## Question

Electrons are added one at a time to a spherical dot with a hard wall at radius $R$ and one positive point charge at the centre. Energies are in effective hartree (hartree\*), lengths in effective bohr (bohr\*). Four sizes set the problem. The central charge alone binds an electron by about 0.5. The Coulomb energy across the dot is $1/R \approx 0.13$. The lowest level of the empty sphere lies at $\pi^2/2R^2 \approx 0.09$, and its low levels are spaced by amounts of that order. Local exchange splits the two spins of a half-filled shell by something like 0.06.

Spherical dot with a hard wall at radius 7.49 bohr* and a central point charge of 1 e, in effective atomic units: spin-polarised Kohn-Sham PBE with m-averaged shells, radks radial solver with Libxc. Levels are numbered by radial order and filled by a greedy search, which can miss a lower state. Chemical potential is E(N)-E(N-1); addition energy is E(N+1)+E(N-1)-2E(N).

```tsv
electrons	chemical potential (hartree*)	unpaired electrons	rms radius (bohr*)	highest eigenvalue (hartree*)	highest level	addition energy (hartree*)
1	-0.4998	1	1.785	-0.2784	1s up	n/a
2	-0.01202	0	2.607	0.1040	1s down	0.3623
3	0.3503	1	3.608	0.4212	1p up	0.1498
4	0.5001	2	4.066	0.5802	1p up	0.1612
5	0.6613	3	4.350	0.7426	1p up	0.2139
6	0.8752	4	4.529	0.9579	2s up	0.1508
7	1.026	1	4.704	1.101	1p down	0.1533
8	1.179	0	4.827	1.258	1p up	0.1830
9	1.362	1	4.925	1.450	2s up	0.2198
10	1.582	2	5.019	1.659	1d up	0.1549
11	1.737	3	5.099	1.815	1d up	0.1553
12	1.892	4	5.167	1.970	1d up	0.1555
13	2.048	5	5.227	2.126	1d up	0.1556
14	2.203	6	5.280	2.281	1d up	0.1932
15	2.397	5	5.329	2.472	1d down	n/a
18	n/a	2	5.446	2.931	1d down	n/a
```

The results are spin-polarised PBE with spherical densities. With $E(N)$ the total energy of $N$ electrons, the chemical potential is $\mu(N)=E(N)-E(N-1)$ and the addition energy is $A(N)=\mu(N+1)-\mu(N)$. The highest eigenvalue $\varepsilon(N)$ belongs to the level named beside it. Levels are counted by radial order, so 1p is the lowest level with $l=1$ and 1d the lowest with $l=2$. The same calculation for 8 electrons gives the levels 1s 1.166, 1p 1.258, 2s 1.288 and 1d 1.346, with mean radii 3.26, 5.03, 3.46 and 5.26.

(a) Deduce the configurations from 3 to 15 electrons.

(b) Relate $\mu$ to $\varepsilon$ within one spin shell, and explain why $A$ is nearly constant from 10 to 13 and what fixes its size.

(c) Estimate $A(8)$ and $A(9)$, and explain their order.

(d) Explain the raised values at 5 and 14 and the fall in spin from 6 to 7. How secure is the state at 6?

(e) Account for rows 1 and 2.

(f) Say how the pattern should change if the central charge is removed or strengthened, or the radius increased.

## Model answer

### (a) Configurations

The configurations are inferred from the count of unpaired electrons and the label of the highest level. After 1s², the three 1p orbitals fill with spin up (3 to 5). The sixth electron raises the count to four, so it cannot have paired in 1p: the state is 1s² 1p³ 2s¹ with all outer spins parallel. At 7 the count falls by three, which one added electron cannot do alone. The state is 1p⁵ and the 2s level has emptied again. At 8 the 1p shell is closed. The ninth electron enters 2s, the next five fill 1d with spin up above the single 2s electron, and the fifteenth is the first 1d electron with spin down. At 18 the count of two unpaired electrons fits both 2s¹ 1d⁹ and 2s² 1d⁸, and the radius decides. From 15 to 18 the quantity $N\langle r^2\rangle$ grows by 36.0 bohr\*² per electron, continuing the 35.1 and 35.7 of the 1d electrons at 14 and 15 without the drop that a compact 2s electron would bring. The state is 2s¹ 1d⁹.

The rms radius supports the reading of 6 and 7. The increase of $N\langle r^2\rangle$ per added electron grows from 25.5 to 28.5 bohr\*² through the 1p electrons, stalls at 28.5 when the compact 2s is entered, and jumps to 31.8 when it is vacated.

### (b) The plateau

Janak's theorem gives $\partial E/\partial n=\varepsilon$ for the occupation $n$ of a level, so $\mu(N)$ is the integral of $\varepsilon$ over the last electron added. Suppose that within one spin shell $\varepsilon$ rises linearly with $n$, with slope $U$. Then

$$\mu(N)=\tfrac12\,[\varepsilon(N-1)+\varepsilon(N)]=\varepsilon(N)-\tfrac12U,\qquad A(N)=U .$$

For 11 electrons the midpoint is $(1.659+1.815)/2=1.737$, the tabulated $\mu(11)$. In the seven rows where $N-1$ and $N$ fill the same spin shell the largest miss is 0.0006, at 4 electrons, and the others lie within the rounding of the entries. The theorem is built into the calculation and is not being tested here. What the numbers show is that the energy is very nearly quadratic in the occupation of a shell that is already open.

When the next electron must enter a higher level, the same reasoning with a common $U$ gives $\mu(N)=e_N+(N-1)U$ up to a constant, where $e_N$ is the position of the level that electron $N$ occupies, and therefore

$$A(N)=U+(e_{N+1}-e_N).$$

The one fitted constant is the plain mean of $A$ over rows 10 to 13, $U=0.1553$. Those four values span 0.0007.

Theory identifies $U$ as a charging energy. It is the second derivative of the energy with respect to electron number, and its largest part is the Coulomb self-energy of the added charge $\delta n$. That charge is the new orbital density together with the rearrangement of all other electrons, which are pushed away from it and, as in a conductor, towards the surface. The table shows the outward shift. From the increments of $N\langle r^2\rangle$ for electrons 11 to 14 the added charge has an rms radius of 5.88, whereas the 1d orbital has an rms radius of 4.96 in the empty sphere and a mean radius of 5.26 in the 8-electron run. Part of the shift therefore belongs to the orbital itself in the self-consistent potential, and the rest to the other electrons.

Two simple shapes bracket the result. Charge placed at the wall would give $1/R=0.1335$, 14% below $U$; this is too low because the wall forces the density to zero there. A thin shell at the radius of the added charge gives $1/5.88=0.170$, 9% above $U$. A real shell has a width, so the larger of two radii governs the repulsion, and exchange and correlation lower the curvature further, while the energy spent on the rearrangement raises it; the numbers do not separate these parts. A frozen 1d orbital of the empty sphere repels itself with a spherical Coulomb integral of 0.188, 21% above $U$, which gives the scale of what relaxation and exchange-correlation together remove.

Because the wall is fixed and the added charge stays at nearly the same radius, $U$ hardly depends on $N$. Rows 3 and 4, inside 1p up, and rows 6 and 7, where the change of state discussed in (d) costs almost nothing, lie within 0.006 of it, and the eigenvalue rises by 0.153 per electron between 15 and 18.

### (c) Eight and nine electrons

Neither row entered the fit. The ninth electron goes from 1p to 2s and the tenth from 2s to 1d, and the gaps are taken from the 8-electron levels:

$$A(8)\approx U+(1.288-1.258)=0.155+0.030\approx0.186,$$

$$A(9)\approx U+(1.346-1.288)=0.155+0.058=0.213,$$

where the unrounded terms give the first sum. The table has 0.1830 and 0.2198. The first estimate is high by 0.003 and the second low by about 0.0065, which is 3% of the tabulated $A(9)$ and a tenth of its excess over $U$. In the sum the 2s level drops out: $A(8)+A(9)=2U+(e_{1d}-e_{1p})=0.399$, against 0.403 in the table, 1% low.

The order $A(9)>A(8)$ therefore follows from where 2s lies. There is one shell gap, 0.088 from 1p to 1d. If the ninth electron went straight to 1d, all of it would appear at 8 and give $A(8)=0.244$, the largest value after 2. The 2s level sits inside the gap, a third of the way up, and divides it into a small step at 8 and a larger one at 9.

The central charge is what puts it there. A direct solution of the one-electron radial equation in the empty sphere gives the order 1s, 1p, 1d, 2s, with 2s lying 0.056 above 1d. An s wave has amplitude at the origin, while the centrifugal barrier keeps p and d waves away from it, so an attractive point charge lowers 2s far more than 1p or 1d. With the bare charge the same equation brings 2s to within 0.027 of 1p and far below 1d, close to the degeneracy of the free hydrogen atom. The self-consistent 8-electron potential keeps 2s just above 1p but narrows the distance to 1d, from 0.139 to 0.058. The repulsion of the other electrons raises the potential in the interior. This lifts 1p and 2s by nearly the same amount against 1d, the outermost of the three: the 1p–1d gap falls from 0.166 to 0.088 while the 1p–2s gap hardly moves.

The second step also needs 2s to take only one electron. The tenth electron passes over the empty 2s down level and takes 1d up, so in the state found the cost of a second electron in 2s outweighs the 0.058 gap. Coulomb repulsion and exchange both enter this cost. In Kohn-Sham theory the Hartree repulsion from the first 2s electron raises both 2s spin levels alike, while exchange favours the levels with spin up, 1d up among them. The midpoint rule puts 1d up at about 1.505 in the 9-electron run, still above 2s up at 1.450, so the spin splitting matters for keeping 2s down empty. There is no unpolarised run, and the numbers do not tell whether 2s would still take only one electron with spin polarisation switched off.

The model fails in detail at the first 2s electron. The midpoint of the 2s eigenvalue before and after, $(1.288+1.450)/2=1.369$, lies 0.007 above $\mu(9)$, far outside the rounding. The energy is thus not quadratic in the 2s occupation. The numbers do not show the cause.

### (d) Half-filled shells and the change of state

At 14 the 1d up shell is full and the next electron reverses its spin. It loses the exchange with the parallel electrons that each of its predecessors gained, which is how spin-polarised Kohn-Sham theory favours high spin, in line with Hund's first rule. The excess $A(14)-U=0.038$ measures this spin splitting of 1d. At 5 the 1p up shell is full and the excess is 0.059, but there the next electron escapes into 2s up, so 0.059 is the effective step from 1p up to 2s up and only a lower bound on the 1p spin splitting.

For a uniform density, exchange-only theory gives both spin splittings as $(6/\pi)^{1/3}(n_\uparrow^{1/3}-n_\downarrow^{1/3})\approx0.06$, close to the excess at 5 but about half as large again as that at 14, so the formula is good for the order of magnitude and no more. A single exchange constant per unpaired electron does not describe both rows: the excess per unpaired electron is 0.0195 at 5 and 0.0063 at 14, a ratio of 3.1. Theory gives the direction. The slope of $n^{1/3}$ falls as $n^{-2/3}$, so a given spin density splits the levels less in a denser gas, by $(14/5)^{2/3}\approx2$ between these rows. At 5 the only minority electron is also a 1s electron, nearer the centre, which leaves the outer region strongly polarised.

The energy of the competing 6-electron state, 1p⁴, can be estimated from the midpoint rule. Removing one 1p down electron from the 7-electron state costs $\varepsilon(7)$ less half the step in that shell:

$$1.101-\tfrac12(1.258-1.101)=1.0225 .$$

The tabulated $\mu(7)=1.026$ refers to the state actually found at 6, which therefore lies $1.026-1.0225=0.0035$ below 1p⁴. Rounding contributes about 0.001. The curvature borrowed from the next step adds nearly 0.002, since the two steps in 1p up, $0.5802-0.4212=0.1590$ and $0.7426-0.5802=0.1624$, differ by twice that. That error has a likely sign: the steps grow as a shell fills, so the borrowed step is too large and the margin is nearer 0.002. The high-spin state at 6 wins by only 1 to 2% of $U$. This also explains why the rearrangement leaves so little mark on $A(6)$ and $A(7)$: exchanging one state for another of almost the same energy moves the neighbouring second differences by only once or twice that small amount.

Exchange counting shows how the spin can jump. Write the exchange energy as $-IM^2/4$ for $M$ unpaired electrons and let $g$ be the cost of promotion from 1p to 2s. At 6 the promotion raises $M$ from 2 to 4 and gains $I(16-4)/4=3I$. At 7 it raises $M$ from 1 to 3 and gains $I(9-1)/4=2I$. The observed sequence needs $2I<g<3I$. In this model $A(5)-U$ equals $g$ for entry into 2s up and $3I$ for entry into 1p down, so $g=0.059$, $3I=0.059+0.0035\approx0.062$ and $2I\approx0.041$. The upper inequality is put in by construction. The lower one is satisfied, which is consistent with the table.

The argument has a weak point. The 1p–2s gap of the closed 8-electron shell is only 0.030, below $2I$, and with that value 2s would stay occupied at 7. A likely cause is the single $I$. The compact 2s orbital overlaps the 1p spin density poorly and gains less exchange than a 1p electron does, so the step from 1p up to 2s up widens as the 1p shell polarises. It is 0.030 in the closed shell at 8 and 0.059 at 5. This could make 1p⁵ the lower state at 7, though the argument alone does not show that it is. The calculation did test the competitor: the search at 7 started from 1p⁴ 2s¹ and left it for 1p⁵ by moving the 2s up electron to 1p down. The fall in spin therefore rests on that comparison, and the weakness lies in the exchange estimate with a single $I$. It remains an assumption that no other configuration lies lower still, since a greedy search can miss one.

### (e) One and two electrons

Row 1 is a hydrogen atom that scarcely feels the wall: $\mu(1)=-0.4998$, against $-0.4999$ from the one-electron equation with charge and wall. Its eigenvalue is 0.22 higher. For one electron the exact eigenvalue equals $\mu$, and the offset is the known self-interaction error of PBE, which makes the energy curve in the occupation where it should be straight. By part (b) the offset is about half the curvature, so it is large for the compact 1s orbital and settles between 0.071 and 0.088 for all rows from 3 to 15. The eigenvalues are not removal energies, although their differences within one run serve well as level gaps in part (c).

The second electron is barely bound, as in the negative hydrogen ion, and the rms radius swells from 1.785 to 2.607. From 3 to 15 electrons $\mu$ is positive, so the wall alone holds the further electrons. The excess $A(2)-U=0.21$ is the step from a level still tied to the centre to one spread through the sphere. It falls between the bare 1s–1p gap of 0.40 and the 0.09 left at 8 electrons, where the 1s level has itself been pushed out to a mean radius above 3. A constant $U$ has no meaning in these two rows, since the repulsion within a compact 1s pair is several times larger: $\mu(2)-\mu(1)=0.49$.

### (f) Neighbouring cases

These are arguments from the mechanism and go beyond the table. Without the central charge 2s should return towards or above 1d, the whole 1p–1d gap should appear at 8, and the high-spin state with 2s at 6 should vanish. A stronger charge should draw 2s below 1p and give the order of an atom, with the main closure at 10. A larger radius lowers $U$ as $1/R$ but the confinement gaps as $1/R^2$, so shell peaks should shrink against the plateau. Exchange, which scales like $U$, gains on the gaps and favours high spin.

## Remarks on the reasoning

An error to avoid in (c) is to read magic numbers off the closed shells and predict the main peak at 8. The addition energy responds to the distance to the next available spin level, whatever the shell count. Credit goes to the answer that sees one gap divided in two and checks the sum.

In (b), a uniformly charged ball gives $6/5R=0.160$, 3% above $U$, and its mean square radius, 33.7, is also near that of the added charge. The agreement is useful for an estimate but proves nothing about shape, because the density must vanish at the wall and several corrections of either sign are folded into $U$. The average and the marginal repulsion should also be kept apart. The Hartree energy at 8 electrons corresponds to $2E_H/N^2=0.194$, a quarter above $U$, partly since the average electron sits further in than the charge that is added last, and partly because $U$ also contains exchange and correlation.

The flatness of the plateau is partly a product of the method. Each 1d electron is spread evenly over the five orbitals, so multiplet structure and deformation, which would make the steps uneven, cannot appear. At 8 electrons the Hartree energy is 3.8 times the kinetic energy, so repulsion is the larger scale. That ratio does not by itself measure correlation, but a spherical PBE density may still be a poor picture of an open shell. Differences of a few thousandths, such as the one that decides row 6, can be reversed by another functional or by lower symmetry.

The value at 14 has a condition of its own. It requires 2s down to stay empty at 15 although 2s lay 0.058 below 1d in the closed shell. The search left 2s down empty at 10, 15 and 18, and repulsion within the compact orbital together with the spin splitting offers a plausible reason. The eigenvalues support this at 15, where the empty 2s down level lies above the occupied 1d down level. Filling a level raises it further, so moving the electron from 1d down to 2s down should cost energy. This largely removes the doubt, although it is an inference from the levels and not a comparison of total energies, and a greedy search can still miss a lower state. If one existed at 15, $\mu(15)$ and with it $A(14)$ would fall. The closed-shell level order does not by itself settle where the partner of a singly occupied compact level lies.
